Wei matrix effectiveness factor and the limit of product shape selectivity: limits, scaling and numbers for butenes in ferrierite

1. Model and conventions

A ferrierite (FER) crystal is treated as a slab. The coordinate z runs along the 10-ring channels (approximately 4.2 × 5.4 Å), z = 0 is the middle, and the pore mouths lie at z = ±L, so L is half the channel length. The crystal is isothermal and at steady state, all steps are first order, and each species diffuses independently with a constant diffusivity. With c the vector of concentrations,

(1) D c″ = K c, c′(0) = 0, c(L) = c_s.

D is diagonal. K c is the net rate of consumption per crystal volume: K_ii is the sum of the constants k(i→j) leaving i, and K_ji = −k(i→j). For a closed set of isomers every column of K sums to zero, and K x = 0, where x holds the equilibrium fractions.

Concentrations are gas-equivalent: c_i = q_i/H_i, where q_i is the adsorbed concentration and H_i the dimensionless Henry constant. Then D_i = H_i × (adsorbed-phase diffusivity), k(i→j) = H_i × (adsorbed-phase rate constant), c_s is the gas concentration outside, and x is the gas-phase equilibrium composition. One may work entirely in the adsorbed phase, and the products D_i x_i then change only by a common factor. Mixing conventions (adsorbed-phase D with gas-phase x) falsifies each ratio D_i x_i/D_j x_j by H_i/H_j.

2. Solution

Put M² = D⁻¹K. Then c(z) = cosh(Mz) cosh(ML)⁻¹ c_s satisfies (1). The inward flux at the mouth is D c′(L), and dividing by L gives the consumption per crystal volume, K_obs c_s, with

(2) K_obs = D M tanh(LM)/L = K η(LM), η(φ) = tanh φ/φ.

The second form follows from D M² = K. This is Wei's treatment of first-order networks (1962). To evaluate it, diagonalise D⁻¹K = T Λ T⁻¹, set φ_m = L√λ_m, and form K_obs = D T diag(φ_m tanh φ_m) T⁻¹/L². Each mode has its own Thiele modulus φ_m; a species or a step has none.

3. Dimensional analysis

Write c_i = x_i a_i. Detailed balance makes r_ij = k(i→j) x_i symmetric, and (1) becomes

(3) p_i a_i″ = Σ_j r_ij (a_i − a_j), p_i = D_i x_i.

Two things follow. First, D⁻¹K is similar to P^(−1/2) R P^(−1/2), with P = diag(p_i) and R the symmetric matrix of the right-hand side, for which aᵀR a = Σ over pairs of r_ij (a_i − a_j)² ≥ 0. All λ_m are real and non-negative, and a closed connected network has exactly one zero. An irreversible sink adds a non-negative diagonal term and lifts the zero. Second, D and x enter only as the product p_i, the capacity of isomer i to carry flux in an equilibrated mixture. With length and time as the only dimensions, N isomers give N(N−1)/2 groups L² r_ij/p_ref and N − 1 ratios p_i/p_ref: two groups for N = 2, five for N = 3. L appears only as L² r, so doubling the crystal has the same effect on profiles and selectivities as four times the density of sites.

Summing (3) over i gives Σ D_i c_i″ = 0, and with c′(0) = 0 the sum Σ D_i c_i is uniform. This is the zero mode: right eigenvector x, left eigenvector 1ᵀD.

4. Inputs for the examples

These are round illustrative values for about 623 K, not measurements. The diffusivities and rate constants are uncertain by orders of magnitude, and three figures are printed only so that the asymptotes can be compared with the full formula.

x: 1-butene 0.10, 2-butenes (cis + trans) 0.40, isobutene 0.50 (approximate)
skeletal step n ⇌ i: k₁ = k₋₁ = 1.0 s⁻¹, so K_eq = 1
double-bond shift: k(1→2) = 800 s⁻¹, k(2→1) = 200 s⁻¹, sum κ = 1000 s⁻¹
loss of isobutene to by-products: k₂ = 0.1 s⁻¹ (section 8 only)
D_n = 1 × 10⁻⁷ cm²/s, D_i = 1 × 10⁻⁹ cm²/s
base case L = 0.5 µm

The diffusion times are L²/D_n = 0.025 s and L²/D_i = 2.5 s.

5. Small and large moduli

All φ_m small. From tanh φ/φ = 1 − φ²/3 + 2φ⁴/15 − …,

(4) K_obs = K − (L²/3) K D⁻¹ K + (2L⁴/15) K D⁻¹ K D⁻¹ K − …

The first correction is a two-step path through every intermediate j, weighted by L²/(3D_j). It can fill entries that are zero in K: in A → B → C the observed matrix contains a direct A → C term k_A k_B L²/(3D_B), which a gradient-free fit would report as a parallel step. Since η = Σ_{n≥0} 2/(φ² + (n + ½)²π²), the nearest pole is at φ² = −π²/4, and (4) converges only if the largest modulus is below π/2 = 1.571.

All non-zero φ_m large. On each such mode tanh φ = 1 − 2e^(−2φ) + …, so K_obs → D M/L with exponentially small corrections set by the smallest non-zero modulus. Rates scale as 1/L and as the square root of a common factor on K or on D. Ratios of entries of K_obs become independent of L.

Mixed. If a subset of isomers exchanges with φ_fast ≫ max(1, φ_slow), its a_i are equal outside a layer of thickness L/φ_fast. Adding their equations (3) gives one lump with p = Σ p_i, that is D_lump = Σ D_i x_i/Σ x_i.

For one mode, η = 0.95 at φ = 0.399, η = 0.762 at φ = 1, and tanh φ = 0.99 at φ = 2.65. The crossover spans less than a decade in L.

6. Two lumps: n-butenes ⇌ isobutene

Here D⁻¹K has rank one, (D⁻¹K)² = λ D⁻¹K, so (2) collapses to a scalar factor:

(5) K_obs = η(φ) K, φ² = L² (k₁/D_n + k₋₁/D_i).

In the base case φ² = 0.025 + 2.5 = 2.525, φ = 1.589, η = 0.579. In general φ = 3.178 × (L/µm), so η = 0.95 at L = 0.126 µm, φ = 1 at 0.315 µm, and the 1/φ law is good to 1 % above 0.833 µm. Series (4) diverges beyond L = 0.494 µm; at 0.5 µm its three terms give 1.008.

L/µm | φ | η | 1 − φ²/3 | 1/φ | S of section 8
0.05 | 0.159 | 0.992 | 0.992 | – | 0.999
0.10 | 0.318 | 0.968 | 0.966 | – | 0.997
0.25 | 0.795 | 0.832 | 0.790 | 1.259 | 0.980
0.50 | 1.589 | 0.579 | 0.158 | 0.629 | 0.934
1.0 | 3.178 | 0.314 | – | 0.315 | 0.825
2.5 | 7.945 | 0.126 | – | 0.126 | 0.601

Ratio of diffusivities. Write φ² = (k₋₁L²/D_i)(1 + K_eq D_i/D_n). The crossover is at K_eq D_i/D_n = 1, or p_i = p_n. For p_i ≫ p_n the textbook irreversible modulus L√(k₁/D_n) is recovered with relative correction p_n/(2p_i). For p_i ≪ p_n, the case taken here for FER, φ ≈ L√(k₋₁/D_i) = 1.581 with relative correction p_i/(2p_n) = 0.005. The product controls the rate even with no isobutene outside. The profile shows why. For pure n-butene at c_s, the uniform sum D_n c_n + D_i c_i fixes the equilibrated interior at c_n = c_i = D_n c_s/(D_n + D_i) = 0.990 c_s. The feed is hardly depleted; the rate dies because isobutene piles up, to 0.990 (1 − 1/cosh φ) = 0.602 c_s at the centre in the base case.

A Weisz–Prater test made with the feed's diffusivity misses this: k_obs L²/D_n = 0.0145 looks safe, and the modulus 0.158 built from k₁ and D_n alone would give η = 0.992.

Sensitivities. d ln η/d ln φ = −1 + 2φ/sinh 2φ, which runs from −2φ²/3 to −1 and is −0.735 in the base case. This is the local exponent in a plot of ln k_obs against ln L. The order of k_obs in D_i is 0.364 and in D_n 0.0036. For φ ≫ 1 and p_i ≪ p_n, k_obs = √(k₁ K_eq D_i)/L, so the apparent activation energy is (E₁ + ΔH_r + E_D,i)/2. ΔH_r is the gas-phase enthalpy of n → i, and in the present convention E₁ and E_D,i each include an adsorption enthalpy.

7. Three species, 1-butene feed

Let both linear butenes isomerise skeletally with k₁ and diffuse with D_n, and let a = x₁/(x₁ + x₂) = 0.2. The lump c_n = c₁ + c₂ obeys section 6, with modulus φ_s = 1.589 and η_s = 0.579. The combination y = c₁ − a c_n obeys D_n y″ = (κ + k₁) y, so φ_d² = 25.025, φ_d = 5.002, η_d = 0.200. For pure 1-butene outside, c_n = c_s and y = (1 − a) c_s, and the initial ratio of isobutene to 2-butenes is

(6) ρ = η_s k₁ / {(1 − a)[η_d (κ + k₁) − η_s k₁]}.

ρ is 0.00125 for small crystals, 0.00363 in the base case and 0.00394 for L → ∞. Diffusion raises the share of isobutene because it throttles the fast step more. For κ ≫ k₁ and p_i ≪ p_n the limit is k₁ √(D_i/(D_n κ k₋₁))/(1 − a) = 0.00395. It depends on rate constants and on the square root of D_i/D_n, and it differs from D_i x_i/(D_n x₂) = 0.0125. When the feed belongs to the equilibrating set, the equilibrated core carries no flux, all products come from the layers near the mouth, and the limit of section 9 does not apply.

8. By-products: n ⇌ i → P

Dimerisation and cracking are bimolecular. If isobutene reacts with n-butene, whose profile is nearly flat for D_n ≫ D_i, the loss is pseudo-first order in isobutene with constant k₂. Taking c_n = c_s, D_i c_i″ = (k₋₁ + k₂) c_i − k₁ c_s with c_i(L) = 0. The outflow of isobutene per crystal volume is k₁ c_s η_b and its loss to P is k₁ c_s β (1 − η_b), with φ_b² = L²(k₋₁ + k₂)/D_i and β = k₂/(k₋₁ + k₂) = 0.0909. Define S as outflow over outflow plus loss (the n-butene consumed with it is not counted):

(7) S = η_b/[η_b + β(1 − η_b)].

Small φ_b: 1 − S ≈ k₂L²/(3D_i), which is 0.0033 at L = 0.1 µm. Large φ_b: S ≈ 1/[1 + β(φ_b − 1)], up to exponentially small terms. The rate crosses over at φ_b ≈ 1, the selectivity later: S = ½ at φ_b ≈ 1 + 1/β = 12, or L = 3.62 µm with φ_b = 3.317 × (L/µm). In between, the rate has fallen while S is still high; in the base case φ_b = 1.658 and η_b = 0.561. The flat-profile assumption costs little: at 0.5 µm, (7) gives 0.9335 and −K_obs,21/K_obs,11 from the full 2 × 2 matrix gives 0.9336. Unlike (6), S has no plateau at practical sizes, because P is formed throughout the core. The slow second mode that would cut this off has φ² = 0.00225 at 0.5 µm.

In this model slow diffusion of isobutene lowers both its rate and its selectivity. A high isobutene selectivity has to come from a small k₂ or a short effective L, never from product shape selectivity.

9. The limit of product shape selectivity

Let the isomers be made inside the crystal by a step that is not part of their fast exchange, with total rate σ per volume and primary distribution s (Σ s_i = 1), and let them be absent outside: D c″ = K c − σ s, c(L) = 0. For uniform σ, expand D⁻¹s in the modes; each obeys w″ = λ w − (source) and delivers the fraction η(φ_m) of its source at the mouth. The selectivity vector is therefore

(8) S = D η(LM) D⁻¹ s = Σ_m η(φ_m) D Π_m D⁻¹ s,

with Π_m the projector on mode m. The zero mode has η = 1 and Π₀ = x 1ᵀD/(1ᵀD x), so D Π₀ D⁻¹ s = D x/(1ᵀD x). When all other φ_m → ∞,

(9) S_i → S_i,∞ = D_i x_i / Σ_j D_j x_j,

independent of s and of the rate constants. Physically c = x C(z), which is compatible with c(L) = 0, and the fluxes stand as D_i x_i C′. Wei used this kind of model for para-xylene selectivity (1982). The correction is algebraic, of order 1/φ of the slowest non-zero mode: it is the material born within L/φ of the mouth, which leaves unequilibrated.

Two lumps. Equation (8) becomes

(10) S_i = S_i,∞ + (s_i − S_i,∞) η(φ), S_i,∞ = 1/(1 + p_n/p_i) = 0.0099,

against x_i = 0.50. For small φ, S_i − s_i = −(s_i − S_i,∞) φ²/3. The crossover depends on the side of approach. A linear precursor (s_i = 0) gives S_i = S_i,∞(1 − η), 0.0042 in the base case, with crossover at φ ≈ 1. A branched precursor (s_i = 1) gives 0.583 at 0.5 µm and 0.135 at 2.5 µm, and falls to twice the limit only at φ = p_n/p_i = 100, L = 31.5 µm. Over 1 ≪ φ ≪ 100, S_i ≈ 1/φ and hardly depends on D_n. The larger the ratio of diffusivities, the more extreme the limit and the harder it is to reach.

Source with its own modulus. If the source varies as cosh(φ_A z/L), a mode with modulus φ has the solution proportional to cosh(φ_A z/L)/cosh φ_A − cosh(φz/L)/cosh φ, and η in (8) and (10) is replaced by

(11) g = (φ tanh φ − φ_A tanh φ_A)/(φ² − φ_A²) × φ_A/tanh φ_A.

For φ_A → 0, g → η. For both large, g → φ_A/(φ + φ_A), independent of L, so larger crystals no longer help. The condition for (9) is φ ≫ max(1, φ_A). At L = 2.5 µm a precursor with φ_A = 2 raises the surviving fraction from 0.126 to 0.211.

Where (9) applies in the butene network itself. Feed isobutene and watch the linear butenes. The skeletal step is the slow source, with φ_A = φ_s = 1.589, and the double-bond shift is the fast mode. Take D₁ = 2 × 10⁻⁷ and D₂ = 0.75 × 10⁻⁷ cm²/s, which keeps D_lump at 1 × 10⁻⁷ cm²/s. The share of 1-butene among linear products runs from the primary 0.20 to p₁/(p₁ + p₂) = 0.40. With r₁₂ = 80 s⁻¹, φ² = L² r₁₂ (1/p₁ + 1/p₂) = 16.67, φ = 4.082 and g = 0.320 (a uniform source would give 0.245), so the share is 0.40 − 0.20 g = 0.336. The full 3 × 3 matrix (2) agrees within 0.5 %. As L grows both moduli grow together and g → φ_s/(φ + φ_s) = 0.280, so the share stops at 0.344.

10. What erodes the limit

The bed. K_obs x = 0, so products that re-enter crystals downstream drift to equilibrium. In plug flow with constant source and space time τ (crystal volume over gas flow at reaction conditions), the departure δ = c_i − x_i (c_n + c_i) obeys dδ/dτ = σ(S_i − x_i) − η(k₁ + k₋₁)δ. Hence

(12) S_exit = x_i + (S_i − x_i)(1 − e^(−ν))/ν, ν = η(k₁ + k₋₁)τ.

The leading shift is (x_i − S_i)ν/2, and S_exit − x_i falls as 1/ν at large ν. For L = 2.5 µm, s_i = 1 and τ = 1 s, ν = 0.252 and 0.135 becomes 0.177. Sites on the outer surface with first-order constants k_s (cm/s) add k_s/L to K_obs without a factor η, and take over when k_s > ηkL.

A barrier at the mouth. With permeabilities b_i (cm/s), outflow per area is b_i times the concentration just inside. For two lumps K_obs is divided by 1 + γ, with γ = ηL(k₁/b_n + k₋₁/b_i), and (10) changes to S_B + (S_i − S_B)/(1 + γ), where S_B = b_i x_i/Σ b_j x_j. For γ ≫ 1 the barrier replaces D in (9). If the isobutene term dominates, γ = 1 at b_i = ηLk₋₁ = 2.9 × 10⁻⁵ cm/s in the base case, a Biot number b_iL/D_i = 1.45. The barrier matters when the Biot number is below about φ tanh φ, a threshold that rises with φ.

Loading. At 0.1 bar and 623 K the gas holds 1.93 × 10⁻⁶ mol/cm³. With an illustrative H = 20 and a saturation of about 1.6 × 10⁻³ mol/cm³, the occupancy is θ = 0.024. Langmuir site blocking changes first-order rates by a relative amount of order θ, a few per cent here, so the third figure of the tables belongs to the model and not to the catalyst; at 1 bar the change is about ten times larger and rivals 1 − η for crystals below 0.25 µm. Passing is the more serious matter. At one place per 0.75 nm, a 1 µm channel holds 32 molecules. If they cannot overtake each other, n-butene moves no faster than the isobutene in its way, D is neither diagonal nor constant, and the D_i above are at best effective counter-diffusion values. A matrix D with positive-definite structure still fits (2), but D x then replaces the products D_i x_i in (9), and the contrast between isomers shrinks. Deposits that shorten the accessible channel or narrow the mouth change L, D_i and b_i with time on stream, so a series in crystal size has to be compared at equal coke level.

11. Map of crossovers for the inputs of section 4

rate 5 % below intrinsic: φ = 0.399, L = 0.126 µm
rate crossover: φ = 1, L = 0.315 µm
series (4) fails: φ = π/2, L = 0.494 µm
k_obs ∝ 1/L within 1 %: φ = 2.65, L = 0.833 µm
half the isobutene lost to P: φ_b = 12, L = 3.62 µm
branched source at twice the limit (9): φ = 100, L = 31.5 µm
feed or product controls φ: D_i/D_n = 1/K_eq
source too shallow for (9): φ_A ≈ φ
bed undoes the selectivity: ν ≈ 1
barrier replaces diffusion: γ ≈ 1

All lengths scale as √(D_i/k₋₁) at fixed k₂/k₋₁ and fixed p_n/p_i, so a hundredfold larger set of diffusivities moves every one of them up by a factor of ten.